**Magnetisability of formyl fluoride: cloud size against orbital gap**

The table holds the GIAO magnetisability, its anisotropy and the molar susceptibility of gas-phase HC(O)F at one geometry, from PySCF with B3LYP in six basis sets and six GGA functionals in aug-pcSseg-2. The program removes the nuclear-framework term $N$ from the diamagnetic and paramagnetic tensors of the same runs and tests $\xi = (\mathrm{dia}+N) + A/\Delta$, with $\Delta$ the HOMO–LUMO gap and one fitted $A$ per series, against a constant paramagnetic term and a constant total. The gap model leaves root-mean-square residuals of 0.65 (GGA) and 0.69 (B3LYP) in $10^{-30}$ J/T$^2$, against 2.66 and 1.62 for a constant paramagnetic term, but the GGA constant misses the B3LYP rows by 50. The output splits selected differences into diamagnetic and paramagnetic parts and shows that several near-agreements are cancellations. It also divides the 6.3-unit lower anisotropy of the KT functionals into a paramagnetic share of 4.0 and a diamagnetic share of 2.3.

GIAO magnetisabilities of formyl fluoride (CHFO) computed with PySCF 2.14.0 using density fitting and non-relativistic Kohn-Sham DFT, in the gas phase at the PBE0-D3(BJ)/def2-SVP geometry. Magnetisability and molar susceptibility are isotropic means; the anisotropy is the root of half the summed squared differences of the principal values.

## Numerical check

```python
# Table: GIAO magnetisability, its anisotropy and molar susceptibility of HC(O)F, PySCF, B3LYP in six
# basis sets and six GGAs in aug-pcSseg-2. Tested: xi = dia + N + A/gap (N = nuclear-framework part)
# against constant para and constant total; dia and para shares of differences and of the anisotropy.
T = {
    'system': ['B3LYP/aug-pcSseg-1', 'KT1/aug-pcSseg-2', 'B3LYP/pcseg-1', 'B3LYP/def2-TZVPD', 'KT2/aug-pcSseg-2', 'B3LYP/def2-QZVP', 'B3LYP/def2-TZVP', 'B3LYP/IGLO-II', 'KT3/aug-pcSseg-2', 'OLYP/aug-pcSseg-2', 'B97-D/aug-pcSseg-2', 'HCTH407/aug-pcSseg-2'],
    'magnetisability': [-305.2, -305.2, -303.6, -302.1, -301.1, -301.1, -300.6, -300.2, -299.5, -299.3, -298.4, -297.9],  # 1e-30 J/T^2
    'magnetisability_anisotropy': [99.6, 91.9, 96.0, 100.6, 92.3, 100.0, 99.2, 99.7, 92.8, 98.4, 98.7, 98.8],  # 1e-30 J/T^2
    'susceptibility': [-18.38, -18.38, -18.29, -18.19, -18.13, -18.14, -18.1, -18.08, -18.03, -18.03, -17.97, -17.94],  # 1e-6 cm^3/mol
}
import numpy as np
from scipy import constants as C
# Typed from further outputs of the same runs: dia a,b,c and para a,b,c (1e-6 cm^3/mol, origin at
# centre of mass), HOMO, LUMO (eV), the two principal values in the ab axes (1e-30 J/T^2)
X = {'B3LYP/aug-pcSseg-1': [-43.01,-118.865,-134.521,26.789,102.31,112.151,-9.328933,-1.389012,-275.9,-268.35],
'KT1/aug-pcSseg-2': [-43.222,-118.716,-134.368,26.72,102.137,112.304,-7.885849,-2.073093,-277.65,-271.67],
'B3LYP/pcseg-1': [-42.64,-118.6,-134.264,26.643,101.849,112.154,-9.176234,-1.071631,-278.97,-264.83],
'B3LYP/def2-TZVPD': [-42.864,-118.773,-134.412,26.882,102.405,112.189,-9.299381,-1.345316,-272.35,-264.85],
'KT2/aug-pcSseg-2': [-42.727,-118.318,-133.896,26.525,101.951,112.063,-7.972456,-2.109506,-273.44,-267.37],
'B3LYP/def2-QZVP': [-42.801,-118.691,-134.332,26.889,102.335,112.194,-9.288691,-1.310869,-272.12,-263.69],
'B3LYP/def2-TZVP': [-42.712,-118.542,-134.187,26.85,102.171,112.122,-9.240088,-1.207818,-272.48,-262.76],
'B3LYP/IGLO-II': [-42.535,-118.451,-134.124,26.875,101.915,112.082,-9.189987,-1.140508,-275.39,-259.24],
'KT3/aug-pcSseg-2': [-42.628,-118.239,-133.882,26.546,101.976,112.125,-8.016752,-2.147917,-270.91,-266.19],
'OLYP/aug-pcSseg-2': [-42.986,-118.6,-134.344,27.071,102.406,112.372,-7.755772,-2.067459,-269.41,-263.77],
'B97-D/aug-pcSseg-2': [-42.772,-118.434,-134.154,26.942,102.273,112.229,-7.866614,-2.128652,-269.1,-262.13],
'HCTH407/aug-pcSseg-2': [-42.8,-118.447,-134.16,27,102.325,112.258,-8.092866,-2.378942,-268.12,-261.96]}
B = np.array([92.43753, 11.87614, 10.52404])*1e9   # rotational constants, same runs
gn = np.array([0.70952, 0.49049, 0.51543])         # nuclear rotational g tensor, same runs
S = T['system']; xi = np.array(T['magnetisability']); an = np.array(T['magnetisability_anisotropy'])
chi = np.array(T['susceptibility']); M = np.array([X[s] for s in S])
f = C.mu_0/(4*np.pi)*C.N_A*1e-18; k = C.e**2/(4*C.m_e)*1e30
N = k*gn*C.h/(8*np.pi**2*B)/C.m_p
D = M[:,0:3]/f + N; P = M[:,3:6]/f - N; gap = M[:,7]-M[:,6]; split = M[:,9]-M[:,8]
d = D.mean(1); p = P.mean(1); c2 = -(M[:,0]+M[:,1]-M[:,2])/f/(2*k)*1e20
axD = D[:,:2].mean(1)-D[:,2]; axP = P[:,:2].mean(1)-P[:,2]; pab = P[:,:2].mean(1)
hy = np.array([s.startswith('B3LYP') for s in S]); kt = np.array([s.startswith('KT') for s in S]); og = ~hy & ~kt
rms = lambda v: float(np.sqrt(np.mean(v**2)))
print(f"Units 1e-30 J/T^2, table rounding 0.05. chi = {f:.5f} x xi, largest deviation {abs(chi-f*xi).max():.4f} (chi rounding 0.005)")
print(f"range: all {np.ptp(xi):.1f} ({100*np.ptp(xi)/abs(xi.mean()):.1f}%), B3LYP {np.ptp(xi[hy]):.1f}, GGA {np.ptp(xi[~hy]):.1f}, GGA without KT {np.ptp(xi[og]):.1f}")
print(f"framework N a,b,c = {N[0]:.0f}, {N[1]:.0f}, {N[2]:.0f}; mean N {N.mean():.0f}, mean raw dia {d.mean()-N.mean():.0f}, raw para {p.mean()+N.mean():.0f}")
r1 = np.zeros(len(S)); r2 = r1.copy(); A = {}; ex = {}
muB = C.physical_constants['Bohr magneton'][0]
for n, m in (('B3LYP', hy), ('GGA', ~hy)):
    y = xi[m]-d[m]; g = gap[m]; A[n] = np.sum(y/g)/np.sum(1/g**2)
    r1[m] = y-y.mean(); r2[m] = y-A[n]/g; w = np.array(S)[m][np.argmax(abs(r2[m]))]
    ex[n] = [np.polyfit(np.log(g), np.log(q[m]), 1)[0] for q in (p, pab, P[:,2])]
    print(f"{n}: A = {A[n]:.0f} x eV (effective |l|^2 per axis {A[n]*1e-30*C.e/(4*muB**2):.2f}); rms: constant total {xi[m].std():.2f}, constant para {rms(r1[m]):.2f}, A/gap {rms(r2[m]):.2f}, worst {w}")
    print(f"  exponent of para-N vs gap: mean {ex[n][0]:.2f}, ab {ex[n][1]:.2f}, c {ex[n][2]:.2f}; correlation of dia with <c2> {np.corrcoef(d[m], c2[m])[0,1]:.2f}")
print(f"GGA value of A on B3LYP rows: mean residual {np.mean(xi[hy]-d[hy]-A['GGA']/gap[hy]):.1f}; mean gap B3LYP {gap[hy].mean():.2f}, GGA {gap[~hy].mean():.2f} eV")
pc = lambda v: 100*(v[kt].mean()/v[og].mean()-1)
print(f"KT mean vs other GGA: gap {pc(gap):+.1f}%, para-N ab {pc(pab):+.1f}%, c {pc(P[:,2]):+.1f}%; anisotropy {an[kt].mean()-an[og].mean():+.1f} ({pc(an):+.1f}%), dia share {axD[kt].mean()-axD[og].mean():+.1f}, para share {axP[kt].mean()-axP[og].mean():+.1f}")
o = list(np.where(hy)[0])+list(np.where(~hy)[0])
print("level                    xi   dia+N  para-N  gap/eV <c2>/A^2  resid const-para  resid A/gap")
for i in o:
    print(f"{S[i]:21s}{xi[i]:7.1f}{d[i]:8.1f}{p[i]:7.1f}{gap[i]:8.3f}{c2[i]:8.3f}{r1[i]:12.2f}{r2[i]:14.2f}")
print("level               anisotropy  rebuilt  axial dia  axial para  ab split  para-N ab  para-N c")
ra = np.sqrt((axD+axP)**2+0.75*split**2)
for i in o:
    print(f"{S[i]:21s}{an[i]:7.1f}{ra[i]:10.2f}{axD[i]:10.1f}{axP[i]:11.1f}{split[i]:10.1f}{pab[i]:11.1f}{P[i,2]:10.1f}")
print("differences: total = dia + para (from tensors) | anisotropy")
a2 = '/aug-pcSseg-2'; q = 'B3LYP/def2-QZVP'
for u, v in [('B3LYP/aug-pcSseg-1', q), ('B3LYP/pcseg-1', q), ('B3LYP/IGLO-II', q), ('B3LYP/def2-TZVPD', 'B3LYP/def2-TZVP'),
             ('KT1'+a2, 'KT2'+a2), ('KT3'+a2, 'OLYP'+a2), ('KT1'+a2, 'B3LYP/aug-pcSseg-1')]:
    i, j = S.index(u), S.index(v)
    print(f"{u} - {v}: {d[i]+p[i]-d[j]-p[j]:+.2f} = {d[i]-d[j]:+.2f} {p[i]-p[j]:+.2f} | {an[i]-an[j]:+.1f}")
assert abs(chi-f*xi).max() < 0.012 and abs(d+p-xi).max() < 0.1
assert an[kt].max() < an[og].min() and abs(ra-an).max() < 0.2
assert -2.0 < ex['GGA'][0] < -0.5
assert rms(r2[~hy]) < rms(r1[~hy])
```

It prints:

```
Units 1e-30 J/T^2, table rounding 0.05. chi = 0.06022 x xi, largest deviation 0.0073 (chi rounding 0.005)
range: all 7.3 (2.4%), B3LYP 5.0, GGA 7.3, GGA without KT 1.4
framework N a,b,c = 271, 1460, 1731; mean N 1154, mean raw dia -1636, raw para 1335
B3LYP: A = 1447 x eV (effective |l|^2 per axis 0.67); rms: constant total 1.77, constant para 1.62, A/gap 0.69, worst B3LYP/aug-pcSseg-1
  exponent of para-N vs gap: mean -1.14, ab -1.39, c -0.33; correlation of dia with <c2> -0.98
GGA: A = 1046 x eV (effective |l|^2 per axis 0.49); rms: constant total 2.44, constant para 2.66, A/gap 0.65, worst KT2/aug-pcSseg-2
  exponent of para-N vs gap: mean -1.17, ab -1.27, c -0.85; correlation of dia with <c2> -0.86
GGA value of A on B3LYP rows: mean residual 50.0; mean gap B3LYP 8.01, GGA 5.78 eV
KT mean vs other GGA: gap +2.4%, para-N ab -2.9%, c -1.5%; anisotropy -6.3 (-6.4%), dia share -2.3, para share -4.0
level                    xi   dia+N  para-N  gap/eV <c2>/A^2  resid const-para  resid A/gap
B3LYP/aug-pcSseg-1    -305.2  -486.5  181.3   7.940   3.224        0.67         -0.91
B3LYP/pcseg-1         -303.6  -481.6  177.9   8.105   3.179       -2.67         -0.54
B3LYP/def2-TZVPD      -302.1  -484.6  182.5   7.954   3.209        1.85          0.60
B3LYP/def2-QZVP       -301.1  -483.3  182.2   7.978   3.201        1.61          0.89
B3LYP/def2-TZVP       -300.6  -481.2  180.7   8.032   3.190       -0.01          0.50
B3LYP/IGLO-II         -300.2  -479.4  179.2   8.049   3.166       -1.45         -0.55
KT1/aug-pcSseg-2      -305.2  -486.0  180.8   5.813   3.249       -0.22          0.80
KT2/aug-pcSseg-2      -301.1  -478.5  177.3   5.863   3.200       -3.68         -1.12
KT3/aug-pcSseg-2      -299.5  -477.4  177.9   5.869   3.180       -3.14         -0.40
OLYP/aug-pcSseg-2     -299.3  -483.9  184.6   5.688   3.211        3.60          0.68
B97-D/aug-pcSseg-2    -298.4  -480.8  182.3   5.738   3.188        1.34          0.01
HCTH407/aug-pcSseg-2  -297.9  -481.0  183.1   5.714   3.192        2.10          0.01
level               anisotropy  rebuilt  axial dia  axial para  ab split  para-N ab  para-N c
B3LYP/aug-pcSseg-1      99.6     99.55      24.2       75.1       7.5      206.3     131.2
B3LYP/pcseg-1           96.0     96.03      25.2       70.0      14.1      201.3     131.2
B3LYP/def2-TZVPD       100.6    100.64      24.4       76.1       7.5      207.9     131.8
B3LYP/def2-QZVP        100.0     99.97      24.3       75.4       8.4      207.4     131.9
B3LYP/def2-TZVP         99.2     99.14      23.8       75.0       9.7      205.7     130.7
B3LYP/IGLO-II           99.7     99.69      25.0       73.7      16.1      203.7     130.0
KT1/aug-pcSseg-2        91.9     91.87      21.1       70.6       6.0      204.3     133.7
KT2/aug-pcSseg-2        92.3     92.28      20.7       71.4       6.1      201.1     129.7
KT3/aug-pcSseg-2        92.8     92.82      22.0       70.8       4.7      201.5     130.8
OLYP/aug-pcSseg-2       98.4     98.38      23.7       74.6       5.6      209.5     134.9
B97-D/aug-pcSseg-2      98.7     98.65      23.7       74.8       7.0      207.3     132.5
HCTH407/aug-pcSseg-2    98.8     98.80      23.4       75.2       6.2      208.2     133.0
differences: total = dia + para (from tensors) | anisotropy
B3LYP/aug-pcSseg-1 - B3LYP/def2-QZVP: -4.10 = -3.17 -0.93 | -0.4
B3LYP/pcseg-1 - B3LYP/def2-QZVP: -2.50 = +1.77 -4.27 | -4.0
B3LYP/IGLO-II - B3LYP/def2-QZVP: +0.93 = +3.95 -3.02 | -0.3
B3LYP/def2-TZVPD - B3LYP/def2-TZVP: -1.52 = -3.37 +1.84 | +1.4
KT1/aug-pcSseg-2 - KT2/aug-pcSseg-2: -4.11 = -7.56 +3.44 | -0.4
KT3/aug-pcSseg-2 - OLYP/aug-pcSseg-2: -0.12 = +6.54 -6.65 | -5.6
KT1/aug-pcSseg-2 - B3LYP/aug-pcSseg-1: +0.01 = +0.50 -0.49 | -7.7
```
